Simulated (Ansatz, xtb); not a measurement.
Loss of H2: C2H8OSi → C2H6OSi + H2

Species: C2H8OSi `CC[SiH2]O`, singlet; C2H6OSi `C=C[SiH2]O`, singlet; H2 (hydrogen), singlet. 

Shapes, held fixed at every level: PBE0-D4/def2-TZVP. Flexible molecules stand in one conformer, not always the lowest. Programs: Ansatz 0.2.0, xtb 6.7.1. The zero-point and thermal change to 298 K, harmonic and unscaled (PBE0-D4/def2-TZVP), is -26.6 kJ/mol.

| level | kind | ΔH(298 K) (kJ/mol) | less CCSD(T)/CBS estimate |
| --- | --- | --- | --- |
| GFN0-xTB | semi-empirical | -24.9 | -154.2 |
| r2SCAN0-D4/def2-TZVPP | global hybrid | +147.2 | +17.9 |
| wB97M-V/def2-TZVPP | range-separated hybrid | +135.4 | +6.1 |
| wB97X-V/def2-TZVPP | range-separated hybrid | +143.3 | +14.0 |
| B2PLYP/def2-TZVPP | double hybrid | +125.8 | -3.5 |
| MP2/def2-TZVPP | perturbation theory | +135.0 | +5.7 |
| CCSD/def2-SVP | coupled cluster or CI | +139.4 | +10.1 |
| CCSD(T)/CBS estimate | coupled cluster or CI | +129.3 | 0.0 |

The highest level, CCSD(T)/CBS estimate, gives ΔH(298 K) = +129.3 kJ/mol; the levels span -24.9 to +147.2. They disagree on the sign: 7 of 8 are positive. GFN0-xTB strays far from the other rows. The column of differences is taken from that level and isn't an error. No measured value is set beside it here. The CBS estimate extrapolates MP2 from def2-TZVPP and def2-QZVPP and adds CCSD(T) − MP2 in the triple-zeta set, cores frozen; for H2 it overshoots the exact energy by about 1 mEh.

Dehydrogenating the ethyl group to a vinyl group is clearly endothermic, at +129.3 kJ/mol at the highest level. Two C–H σ bonds are given up for the H–H bond and a C=C π bond, and the π bond is too weak to make up the loss. The Si–O bond and the silicon-bound hydrogens stay in place, so the cost is essentially that of turning an alkane into an alkene. The vibrational contribution softens it: the C–H stretches and bends that disappear hold more zero-point energy than the single stretch of H2, which outweighs the thermal energy gained by making two molecules from one.

The exothermic GFN0-xTB result contradicts the familiar endothermicity of alkane dehydrogenation, probably because its approximate bond energies do not cancel when C–H bonds are exchanged for H–H and π bonds. All the other levels support heat uptake, though they differ in its size. Release of a gas favours the products entropically, increasingly so on heating, but the enthalpy alone does not fix the temperature at which elimination becomes favourable.
